A heat of formation computed from an atomization energy inherits its full error. The atomization energy is the energy needed to pull a molecule apart into free atoms, and an approximate density functional that makes it too large is said to overbind. One popular cure is to mix in some exact exchange. Does the percentage of exact exchange on a functional's label tell how much it will overbind? A small molecule with a three-coordinate boron atom offers a trial, with the results for r2SCAN-D4 and B3LYP-D4 held back until they have been forecast.

C2H8BNO (SMILES COB(C)N) in the gas phase, computed with Ansatz 0.2.0: functionals in def2-TZVPP and a frozen-core CCSD(T) estimate for the basis-set limit, all at the PBE0-D4/def2-TZVP geometry. In this estimate Hartree-Fock and MP2 correlation are extrapolated from def2-TZVPP and def2-QZVPP, while CCSD(T) less MP2 comes from def2-TZVPP alone; the free atoms are as a rule treated the same way. Shares of exact exchange are rounded to whole per cent. Atomization energies are electronic, free atoms minus molecule at the same level, with no zero-point or spin-orbit term; the D4 term is the molecule's dispersion energy.

```tsv
functional	class	exact exchange, short range (%)	exact exchange, long range (%)	atomization energy (kcal/mol)	functional less CCSD(T) (kcal/mol)	D4 term (kcal/mol)
PBE-D4	GGA	0	0	1259.03	26.96	-4.96
r2SCAN-D4	meta-GGA	0	0	?	?	?
B3LYP-D4	global hybrid	20	20	?	?	?
PBE0-D4	global hybrid	25	25	1238.19	6.12	-4.16
wB97X-V	range-separated	17	100	1236.06	3.99	n/a
wB97M-V	range-separated	15	100	1239.87	7.79	n/a
B2PLYP	double hybrid	53	53	1225.20	-6.87	n/a
```

PBE, which contains no exact exchange, overbinds by 27 kcal/mol relative to the CCSD(T) estimate. The other four known functionals all contain some, and each comes within 8 kcal/mol of the reference. That looks like a simple rule, but most of these functionals differ in several ingredients at once. The clean comparison is PBE against PBE0, which keeps PBE's correlation and replaces a quarter of its exchange. The atomization energy then falls by 21 kcal/mol, of which the D4 dispersion correction accounts for less than 1.

Theory offers a reason for the fall. Exchange keeps electrons of like spin apart, so each electron carries a small region, its exchange hole, from which the others are partly excluded. In a bond the exact hole spreads over both atoms. A semilocal functional such as PBE knows only the density close to the electron, and it describes the hole as more compact than it is. This makes the molecule too stable, while a free atom, whose hole is compact anyway, gains less. Exact exchange restores the spread-out hole and removes part of this extra binding. Not all of the extra is spurious, though. Electrons also avoid each other by staying on different atoms, which makes the true hole more compact again, and semilocal exchange partly imitates this effect. That is why only a fraction of it is replaced.

The mixing works much like blending two liquid streams of different heating value. If the streams don't react, the heating value of the blend lies on a straight line between those of the two stocks. In PBE0 the stocks are PBE exchange and exact exchange, and the line is nearly straight as long as the electron density hardly changes with the mixture. The comparison ends where the stock itself is changed: another semilocal functional starts from another point.

As a formula, the error at a share *a* of exact exchange, in per cent, is the PBE error plus *a* times a slope. The slope follows from PBE and PBE0 alone: −20.84/25, or about −0.83 kcal/mol for each percentage point. Two points always define a line, so its straightness rests on the argument and not on a test.

The known functionals from other families show how far such a line can be trusted. With their short-range share of exact exchange inserted, wB97X-V and wB97M-V lie 7 to 9 kcal/mol below it, and the double hybrid B2PLYP lies 10 above. These three also differ from PBE in their semilocal parts, in long-range exchange or in perturbative correlation, so their distances give a rough idea of the price of changing family. For B2PLYP the line is also stretched to 53%, far beyond the 25% at which it was fixed. The two range-separated functionals contain a dispersion term of their own, while B2PLYP was run without any, and its perturbative part converges slowly with the basis set. Both gaps tend to lower its atomization energy, so without them it would be expected to lie even further above the line. The root mean square of the three distances, 8.7 kcal/mol, serves here as the error bar of both forecasts. It is a rough scale and no statistical confidence interval.

For r2SCAN-D4, with no exact exchange, the line would simply repeat PBE's error. But r2SCAN is a meta-GGA: it also uses the kinetic-energy density of the electrons, which helps it to tell a region ruled by a single orbital, or a covalent bond, from a slowly varying density. General experience suggests that about a quarter of PBE's overbinding is left. The forecast is therefore an overbinding of 6.7 kcal/mol, with a range from −2.0 to +15.5, which puts r2SCAN much nearer to PBE0 than to PBE.

For B3LYP-D4 the estimate can be followed step by step. Its 20% of exact exchange lowers the PBE error by 20 × 0.83, or about 17 kcal/mol, and leaves 10.3. Its semilocal part, however, is built largely on Becke exchange and LYP correlation (with a smaller share of VWN-RPA correlation in the form used here), which usually bind organic molecules less than PBE does, while its dispersion correction is usually larger. A rough net shift of −7, again taken from general experience, gives a forecast of +3.3 kcal/mol, with a range from −5.4 to +12.0. The central value puts B3LYP below the PBE line and slightly below PBE0, but the range allows the opposite in both cases.

The withheld rows as computed:

```tsv
functional	class	exact exchange, short range (%)	exact exchange, long range (%)	atomization energy (kcal/mol)	functional less CCSD(T) (kcal/mol)	D4 term (kcal/mol)
r2SCAN-D4	meta-GGA	0	0	1236.72	4.65	-1.29
B3LYP-D4	global hybrid	20	20	1238.78	6.70	-7.87
```

Both results lie well inside their ranges, but they teach different lessons. r2SCAN-D4 overbinds by 4.7 kcal/mol, 2.1 less than forecast, and is indeed much nearer to PBE0 than to PBE. The exchange line alone would have been wrong by 22. About 4 of these 22 kcal/mol come from r2SCAN's smaller D4 term, the rest from the functional itself. A functional can therefore lose most of PBE's overbinding without any exact exchange. That the kinetic-energy density is what achieves this is the accepted explanation, though r2SCAN differs from PBE in more than this one ingredient.

B3LYP-D4 overbinds by 6.7 kcal/mol, 3.4 more than forecast. It does fall below the PBE line, but by only about half the assumed shift. The uncorrected line would have missed by 3.6, so the correction for the change of family brought almost no gain. The expected order was wrong as well: B3LYP-D4 ends up 0.6 kcal/mol above PBE0-D4, not below it.

The dispersion terms show how that order came about. A negative D4 term stabilises the molecule and so raises its atomization energy, by 7.9 kcal/mol for B3LYP but only 4.2 for PBE0. Without these terms B3LYP would lie about 3 kcal/mol below PBE0, as the argument from its semilocal part suggests. The larger dispersion correction more than makes up the difference. The same holds for the distance from the PBE line. With D4 left out for all three functionals, B3LYP lies about 7 kcal/mol below the line through PBE and PBE0, and its larger dispersion term takes back about half of that. The forecast had lumped both effects into one net shift, which turned out too large.

For practical work, the argument and the one pair PBE and PBE0 suggest that the percentage of exact exchange is a useful guide within one family, where the semilocal stock stays the same. Between families it can mislead badly, as r2SCAN shows. Nor do the small errors of this one molecule decide which functional is best. The reference leaves out the correlation of the core electrons. Including it would be expected to raise the reference by a few kcal/mol at this size and so to lower all the errors alike. That is about as much as separates r2SCAN, B3LYP, PBE0 and the two range-separated functionals, so a different one of them could end up closest to zero. The reference also keeps some basis-set error, because only its Hartree-Fock and MP2 parts are extrapolated and the step from MP2 to CCSD(T) is taken from triple zeta alone. These runs don't show how large that error is, but it too would shift all the errors alike. PBE's overbinding is far too large to be explained in either way. The printed output below gives the line through PBE and PBE0, both forecasts and their misses.

Numerical output:

```
Change of atomization energy from PBE-D4 to PBE0-D4 (kcal/mol): -20.84
Part of that change due to D4 (kcal/mol): -0.8
Slope of the exchange line (kcal/mol per percentage point): -0.8336
PBE less CCSD(T) without D4 (kcal/mol): 22
PBE0 less CCSD(T) without D4 (kcal/mol): 1.96
wB97X-V less exchange line (kcal/mol): -8.799
wB97M-V less exchange line (kcal/mol): -6.666
B2PLYP less exchange line (kcal/mol): 10.35
Rms of these three misses, used as error bar (kcal/mol): 8.737
r2SCAN-D4 forecast of the error (kcal/mol): 6.74
r2SCAN-D4 forecast range, low and high end (kcal/mol): -1.997, 15.48
r2SCAN-D4 forecast of the atomization energy (kcal/mol): 1239
B3LYP-D4 error on the exchange line alone (kcal/mol): 10.29
B3LYP-D4 forecast of the error (kcal/mol): 3.288
B3LYP-D4 forecast range, low and high end (kcal/mol): -5.449, 12.02
B3LYP-D4 forecast of the atomization energy (kcal/mol): 1235
r2SCAN-D4 computed error (kcal/mol): 4.65
r2SCAN-D4 computed less forecast (kcal/mol): -2.09
r2SCAN-D4 computed less exchange line (kcal/mol): -22.31
r2SCAN less CCSD(T) without D4 (kcal/mol): 3.36
r2SCAN-D4 error as percentage of the PBE-D4 error (%): 17.25
B3LYP-D4 computed error (kcal/mol): 6.7
B3LYP-D4 computed less forecast (kcal/mol): 3.412
B3LYP-D4 computed less exchange line (kcal/mol): -3.588
B3LYP less CCSD(T) without D4 (kcal/mol): -1.17
B3LYP-D4 less PBE0-D4 (kcal/mol): 0.58
```
